# Counting statistics of a chaotic cavity: stochastic path integral and cascade corrections

## Statement

A chaotic cavity is joined to lead 1 by $N_1$ and to lead 2 by $N_2$ fully open orbital channels, each twofold spin degenerate, with $\mu_1-\mu_2=eV>0$ and $T=0$. Let $Q$ be the net number of electrons passing from lead 1 into the cavity in a time $t$, and define $Z(s)=\langle e^{sQ}\rangle$ with $s=i\chi$ and $C_k=\partial_s^k\ln Z|_{s=0}$. Write $N=N_1+N_2$, $f_0=N_1/N$, $q=N_2/N$, $z=f_0q$, and $M=2eVt/h$. Then $\ln Z=M\,\mathcal S(s)$, where $\mathcal S$ is the value at the saddle point in the filling $f$ and the field $\lambda$ of

$$H=N_1\ln[1+(1-f)(e^{s-\lambda}-1)]+N_2\ln[1+f(e^{\lambda}-1)].\tag{1}$$

The saddle has $f=f_0$ for every $s$, and

$$\mathcal S=\sum_{j=1,2}N_j\ln\frac{N_j^2}{N(N_j-J)},\qquad J=\frac{d\mathcal S}{ds}=\frac{2N_1N_2}{N+\sqrt{(N_1-N_2)^2+4N_1N_2e^{-s}}}.\tag{2}$$

The cumulants are $C_1=MN_1N_2/N$ and

$$\frac{C_2}{C_1}=\frac{N_1N_2}{N^2},\qquad \frac{C_3}{C_1}=-\frac{N_1N_2(N_1-N_2)^2}{N^4},\qquad \frac{C_4}{C_1}=z(1-12z+30z^2).\tag{3}$$

For $N_1=N_2$, $\ln Z=2N_1M\ln[(1+e^{s/2})/2]$. The cascade correction, the feedback of the fluctuating filling on the contact noise, vanishes in $C_3$ and first appears in $C_4$, where it contributes $-3z^2(1-4z)\,C_1$. The path integral is that of Pilgram, Jordan, Sukhorukov and Büttiker (2003); the cascade treatment of the cavity is due to Nagaev, Samuelsson and Pilgram (2002).

## Premises

1. The leads are reservoirs at fixed chemical potentials, and all channels have transmission one throughout the bias window.
2. Motion in the cavity is elastic. It becomes ergodic, by scattering on the scale of the Fermi wavelength, in a time much shorter than the dwell time $\tau_D=h\nu/N$, where $\nu=1/\delta$ is the density of states per spin. The states at energy $\varepsilon$ are then described by one filling $f(\varepsilon,t)$, and each state leaving the cavity is occupied with probability $f$.
3. An energy bin of width $\Delta E\le eV$ and a time slice $\Delta t$ exist with $h/\Delta E\ll\Delta t\ll\tau_D$, and $t\gg\tau_D$.
4. $N_1,N_2\gg1$, so that interference corrections of the order of one channel are dropped.

## Derivation

### Step 1. One contact in one time slice

A bin inside the bias window holds $n_s=2\nu\Delta E$ states and $n=n_sf$ electrons. In the time $\Delta t$ each spin-resolved channel carries $m=\Delta E\,\Delta t/h\gg1$ wave-packet states in each direction. The fraction of the cavity states that leaves during the slice is $2mN/n_s=\Delta t/\tau_D\ll1$, so $f$ is constant in the slice and the outgoing occupations are independent. In contact 1 every incoming state is full, so the net transfer per attempt is 1 if the outgoing state is empty (probability $1-f$) and 0 otherwise. In contact 2 every incoming state is empty, and the transfer out of the cavity is 1 with probability $f$. Both counts are binomial:

$$\langle e^{aQ_1}\rangle=e^{2mH_1},\quad H_1=N_1\ln[1+(1-f)(e^a-1)];\qquad\langle e^{bQ_2}\rangle=e^{2mH_2},\quad H_2=N_2\ln[1+f(e^b-1)].$$

### Step 2. Particle conservation

Slices are linked by $n_{k+1}=n_k+Q_{1,k}-Q_{2,k}$. The Kronecker delta is written as $\int_{-\pi}^{\pi}\frac{d\theta_k}{2\pi}\exp[\lambda_k(n_{k+1}-n_k-Q_{1,k}+Q_{2,k})]$ with $\lambda_k=i\theta_k$. Together with the weight $e^{sQ_{1,k}}$ this sets $a=s-\lambda_k$ and $b=\lambda_k$. Averaging slice by slice gives

$$Z=\int\!\mathcal Dn\,\mathcal D\lambda\;\exp\int_0^t\!dt'\Big[n_s\lambda\dot f+\frac{2\Delta E}{h}H(s,\lambda,f)\Big],\tag{4}$$

with $H=H_1+H_2$ as in (1). Counting in contact 2 instead amounts to the shift $\lambda\to\lambda+s$, which adds only the boundary term $s[n(t)-n(0)]$.

### Step 3. Stationary saddle point

In the time unit $\tau_D$ the exponent of (4) is $n_s\int d\tau\,[\lambda\,\partial_\tau f+H/N]$. The prefactor $n_s\gg1$ justifies the saddle-point evaluation; Gaussian fluctuations change $\ln Z$ by a relative amount of order $1/n_s$. The saddle equations are $\partial_\tau f=-\partial_\lambda H/N$ and $\partial_\tau\lambda=\partial_fH/N$. At $s=0$ their linearised homogeneous solutions vary as $e^{\mp\tau}$, so departures from the fixed point are confined to intervals $\sim\tau_D$ at the two ends, and for $t\gg\tau_D$ only the fixed point $\partial_fH=\partial_\lambda H=0$ counts. Bins outside the window have both leads full or both empty and give nothing. The $eV/\Delta E$ bins inside are identical and independent, which gives the prefactor $M=2eVt/h$.

The electrostatic potential $U$ of the cavity does not alter this. With $\varepsilon$ the total energy, $U$ enters the kinetic term only through $\dot U\,\partial_\varepsilon f$, it is absent from $H$ by premise 1, and the relation between charge and $U$ is imposed by a multiplier. Variation with respect to $U$ equates that multiplier, times a capacitance, to the time derivative of $\int d\varepsilon\,\lambda\,\partial_\varepsilon f$, which is zero at a stationary saddle.

### Step 4. Exact solution

Define the tilted transfer probabilities

$$p_1=\frac{(1-f)e^{a}}{f+(1-f)e^{a}},\qquad p_2=\frac{fe^{b}}{1-f+fe^{b}},$$

so that $\partial_aH_1=N_1p_1$ and $\partial_bH_2=N_2p_2$. The condition $\partial_\lambda H=0$ reads $N_1p_1=N_2p_2\equiv J$. Since $H$ is stationary in $f$ and $\lambda$, $d\mathcal S/ds=\partial_sH=J$. The odds are $p_1/(1-p_1)=(1-f)e^a/f$ and $p_2/(1-p_2)=fe^b/(1-f)$. In their product the filling cancels and $a+b=s$:

$$\frac{J^2}{(N_1-J)(N_2-J)}=e^{s}.\tag{5}$$

This is the quadratic $(1-e^{-s})J^2-NJ+N_1N_2=0$. The root that is finite at $s=0$ is the $J$ of (2). For the filling, direct subtraction gives $p_1-(1-f)=-f(1-f)\,\partial_fH_1/N_1$ and $p_2-f=f(1-f)\,\partial_fH_2/N_2$. Hence $\partial_fH=0$ means $J-N_1(1-f)=J-N_2f$, that is $f=f_0$. The arguments of the logarithms in (1) equal $f/(1-p_1)$ and $(1-f)/(1-p_2)$, and inserting $f_0$ and $p_j=J/N_j$ yields $\mathcal S$ in (2). For $N_1=N_2$, (5) becomes $J/(N_1-J)=e^{s/2}$, so $N_1-J=N_1/(1+e^{s/2})$ and $\mathcal S=2N_1\ln[(1+e^{s/2})/2]$.

### Step 5. Cumulants

Equation (5) gives $s(J)=2\ln J-\ln(N_1-J)-\ln(N_2-J)$. At $s=0$, $J=Nz$, $N_1-J=Nf_0^2$ and $N_2-J=Nq^2$. With $f_0+q=1$, $(q-f_0)^2=1-4z$ and $f_0^3+q^3=1-3z$,

$$s'=\frac1N\Big(\frac1{f_0}+\frac1q\Big)^2=\frac{1}{Nz^2},\quad s''=\frac1{N^2}\Big(\frac1{f_0^2}-\frac1{q^2}\Big)^2=\frac{1-4z}{N^2z^4},\quad s'''=\frac2{N^3}\Big(\frac1{f_0^3}+\frac1{q^3}\Big)^2=\frac{2(1-3z)^2}{N^3z^6}.$$

The derivatives of the inverse function give $C_2/M=1/s'=Nz^2$, $C_3/M=-s''/s'^3=-Nz^2(1-4z)$ and $C_4/M=3s''^2/s'^5-s'''/s'^4=Nz^2[3(1-4z)^2-2(1-3z)^2]=Nz^2(1-12z+30z^2)$. Division by $C_1/M=Nz$ proves (3).

### Step 6. Cascade expansion

Expand each contact as $H_j=xI_j+x^2D_j/2+x^3K_j/6+x^4L_j/24+\dots$ with $x=a$ or $b$; a prime on $D_j$ denotes $\partial_f$. The mean currents are $I_1=N_1(1-f)$ and $I_2=N_2f$. With $f=f_0+\varphi$, the quadratic part of $H$ is $\varphi(N_2b-N_1a)+a^2D_1/2+b^2D_2/2$. Its stationary point is

$$a=qs,\qquad b=f_0s,\qquad\varphi=s\,(qD_1-f_0D_2)/N.$$

This is the Langevin picture: sources $\xi_j$ in the contacts give $\delta f=(\xi_1-\xi_2)/N$ and $\delta I=q\xi_1+f_0\xi_2$, and $\varphi/s=\langle\langle\delta f\,\delta I\rangle\rangle$. Second-order shifts of the saddle do not enter at order $s^3$, because the quadratic part is stationary. Therefore

$$C_2/M=q^2D_1+f_0^2D_2\equiv D_I,\qquad C_3/M=q^3K_1+f_0^3K_2+3D_I'\,\langle\langle\delta f\,\delta I\rangle\rangle.\tag{6}$$

The sums $\sum_j w_j^kC_{k,j}$ of the contact cumulants at fixed $f_0$, with weights $w_1=q$, $w_2=f_0$, form the minimal-correlation result. The last term of (6) is the cascade correction. The Bernoulli cumulants give $D_j=N_jz$, $D_j'=N_j(q-f_0)$, $K_1=-N_1z(q-f_0)$, $K_2=N_2z(q-f_0)$, $L_j=N_jz(1-6z)$. Then $qD_1-f_0D_2=z(qN_1-f_0N_2)=0$. The filling is uncorrelated with the transmitted current, the cascade term of $C_3$ vanishes, and $q^3K_1+f_0^3K_2=-Nz^2(q-f_0)^2$ reproduces (3).

At order $s^4$ the quartic terms give $q^4L_1+f_0^4L_2=Nz^2(1-6z)(1-3z)$. In addition, the cubic terms shift the saddle and contribute $-\tfrac12W^{T}A^{-1}W$ to $H$. Here $A=\begin{pmatrix}Nz&N\\N&0\end{pmatrix}$ is the Hessian of the quadratic part in $(\lambda,\varphi)$, with inverse $\begin{pmatrix}0&1/N\\1/N&-z/N\end{pmatrix}$, and $W$ is the gradient of the cubic part:

$$W_\lambda=\tfrac12(b^2K_2-a^2K_1)=\tfrac12s^2Nz^2(q-f_0),\qquad W_\varphi=\tfrac12s^2D_I'=\tfrac12s^2Nz(q-f_0).$$

Thus $-W_\lambda W_\varphi/N+zW_\varphi^2/2N=(-\tfrac14+\tfrac18)Nz^3(1-4z)s^4$. Multiplied by $4!$ the two pieces are $6D_I'\langle\langle\delta f\,\delta I^2\rangle\rangle=-6Nz^3(1-4z)$ and $3D_I'^2\langle\langle\delta f^2\rangle\rangle=+3Nz^3(1-4z)$, the correlators being those of the bare sources. The total,

$$C_4/C_1=z(1-6z)(1-3z)-3z^2(1-4z)=z(1-12z+30z^2),$$

agrees with Step 5. The cascade term vanishes only for the symmetric cavity.

### Step 7. Equivalent forms and the fluctuation relation

For $Q=MJ$ the Legendre transform of (2) is $\ln P=M(\mathcal S-sJ)$, which by (5) equals $M[\sum_j2N_j\ln N_j-N\ln N-2J\ln J-\sum_j(N_j-J)\ln(N_j-J)]$. This is the Stirling form of the hypergeometric law

$$P(Q)=\binom{MN_1}{Q}\binom{MN_2}{Q}\Big/\binom{MN}{MN_1}:$$

the $MN_1$ incoming electrons are placed at random, at most one each, among the $MN$ outgoing states.

To compare with the Levitov formula $\mathcal S=\int d\mathcal T\,\rho(\mathcal T)\ln[1+\mathcal T(e^s-1)]$, set $e^{-s}=-y/(1-y)$. Then $J=(1-y)\int d\mathcal T\,\rho\,\mathcal T/(\mathcal T-y)$, with $|\mathrm{Im}\,J|=\pi y(1-y)\rho(y)$ at the cut. The root in (2) becomes $N\sqrt{(\mathcal T_c-y)/(1-y)}$, which gives

$$\rho(\mathcal T)=\frac{N}{2\pi\mathcal T}\sqrt{\frac{\mathcal T-\mathcal T_c}{1-\mathcal T}},\qquad\mathcal T_c=1-4z<\mathcal T<1,$$

the large-$N$ transmission density of random-matrix theory.

At finite temperature, with lead occupations $g_j(\varepsilon)$, $H_1=N_1\ln[1+g_1(1-f)(e^a-1)+f(1-g_1)(e^{-a}-1)]$, and $H_2$ follows with $f$ as source and $g_2$ as drain. The map $a\to-a+\ln\frac{f(1-g_1)}{g_1(1-f)}$, $b\to-b+\ln\frac{g_2(1-f)}{f(1-g_2)}$ exchanges the forward and backward terms and leaves $H$ unchanged. It is a change of the variable $\lambda$ at each $f$, so saddles map to saddles, and it sends $s=a+b$ to $-s-eV/k_BT$. Hence $\ln Z(s)=\ln Z(-s-eV/k_BT)$, or $P(Q)/P(-Q)=e^{QeV/k_BT}$.

## Range of validity

*Temperature.* An open contact factorises, $e^{H_1/N_1}=(1-g_1+g_1e^a)(1-f+fe^{-a})$, so $D_j=N_j[g_j(1-g_j)+f(1-f)]$ with $f=f_0g_1+qg_2$. Equation (6) integrated over energy gives $C_2/C_1=z\coth(eV/2k_BT)+2(1-z)k_BT/eV$. Near $\mu_1$, for $k_BT\ll eV$, $g_2=0$ and $g_1=g$. There $\langle\langle\delta f\,\delta I\rangle\rangle=zg(1-g)$ is finite, the cascade term survives, and (6) gives $Nz[g-3(1-z)g^2+2(1-2z+2z^2)g^3]$. With $\int(g-g^2)d\varepsilon=k_BT$, $\int(g-g^3)d\varepsilon=\tfrac32k_BT$ and an equal share from the edge at $\mu_2$, $C_3/C_1$ rises by $6z(1-2z)k_BT/eV$.

*Backscattering.* If contact 1 has the same conductance but transmission $\Gamma=1-r$ per channel, its Bernoulli probability is $\Gamma q$. Equation (6) then gives $C_2/C_1=z+rq^3$ and $C_3/C_1=q^3(1-\Gamma q)(1-2\Gamma q)+f_0^3q(q-f_0)+3zq^2r[q(2\Gamma q-1)+f_0(q-f_0)]$.

*Energy relaxation.* If electron-electron scattering is faster than $\tau_D$, $f$ is a Fermi function with the energy of the two-step function, $\pi^2(k_BT_e)^2/6=z(eV)^2/2$, and $C_2/C_1=k_BT_e/eV=\sqrt{3z}/\pi$.

*External circuit.* A noiseless series impedance $Z_0$ feeds current fluctuations back on $V$. The construction of Step 6, with $V$ in the role of $f$ and $w=(1+Z_0G)^{-1}$, gives $C_3/C_1=w^3[c_3-3F^2(1-w)]$, where $G$ is the conductance of the cavity and $F$, $c_3$ are the first two ratios in (3).

*Quantum and classical limits.* Weak localisation and interaction corrections are of relative order $1/N$, the latter up to a logarithm. Time slicing needs $eV\gg h/\tau_D$; the agreement with the random-matrix density shows that the ensemble-averaged result extends to lower bias. A smooth ballistic cavity whose Ehrenfest time exceeds $\tau_D$ scatters deterministically, violates premise 2 and has less noise.

## Illustration: metallic grain between two Au leads

Take $N_1=100$, $N_2=300$, so $N=400$, $f_0=0.25$, $z=0.1875$, $\mathcal T_c=0.25$. The ratios contain no material parameter:

| quantity | minimal correlation | cascade | total |
|---|---|---|---|
| $C_2/C_1$ | 0.1875 | 0 | 0.1875 |
| $C_3/C_1$ | $-0.0469$ | 0 | $-0.0469$ |
| $C_4/C_1$ | $-0.0103$ | $-0.0264$ | $-0.0366$ |

The cascade term is 72 % of $C_4$. The conductance is $G=75\,(2e^2/h)=5.81$ mS, or $172\ \Omega$. For an assumed bias of 0.5 mV, $I=2.91\ \mu$A and the one-sided noise density is $S_I=2eIF=1.75\times10^{-25}$ A$^2$/Hz. In $t=1$ ns, $M=242$, $C_1=1.81\times10^4$, $C_2=3.40\times10^3$, $C_3=-850$ and $C_4=-664$; the skewness $C_3/C_2^{3/2}$ is $-4.3\times10^{-3}$.

To test the premises, model grain and leads as a free-electron metal with the approximate gold value $k_F=12.0$ nm$^{-1}$ and the free mass, and assume a sphere of radius $R=50$ nm. The Sharvin count $N_j\approx(k_Fa_j/2)^2$ gives contact radii 1.67 and 2.89 nm. The cross-section of the grain carries $(k_FR/2)^2=9.0\times10^4$ channels, so the contacts dominate the resistance. The density of states per spin, $m_ek_F/2\pi^2\hbar^2=7.98$ eV$^{-1}$nm$^{-3}$, gives $\delta=0.239\ \mu$eV, $h/\tau_D=N\delta=96\ \mu$eV and $\tau_D=43$ ps, against a flight time $R/v_F=36$ fs. The window holds $\nu eV=2.1\times10^3$ levels per spin. The ratio $eV\tau_D/h=5.2$ meets premise 3 only moderately. Inelastic times at this energy are typically a nanosecond or longer, which favours the elastic value of $F$ over the hot-electron value 0.239. The isolated sphere has $e^2/2C=14$ meV, but 400 open channels remove the blockade, and $1/N$ is 0.25 %.

The other neglected terms are larger. At 50 mK, $k_BT/eV=0.0086$ raises $F$ by 0.014 and $C_3/C_1$ by 0.0061. An illustrative $r=0.05$ in the narrower contact, of the order of contact radius over a size-limited mean free path, gives $F=0.209$ and $C_3/C_1=-0.0387$. A noiseless $50\ \Omega$ load has $1-w=0.225$ and adds $-0.024$ to $c_3$, half its intrinsic value. All these numbers are the model's. Temperature and backscattering shift both ratios upward; added to first order, they give $F\approx0.22$ and $C_3/C_1\approx-0.033$, the latter 30 % away from the ideal value. Electron heating matters less: full relaxation would raise $F$ by 27 %, but with $\tau_D/\tau_{\rm in}\lesssim0.04$ for an inelastic time $\tau_{\rm in}$ of a nanosecond or longer, a linear estimate gives a shift of about 0.002 at most. For a real grain only one figure, $F\approx0.2$, is therefore meaningful, and for $C_3/C_1$ only the sign and the order of magnitude, about $-0.03$ to $-0.05$, even after correction for the circuit.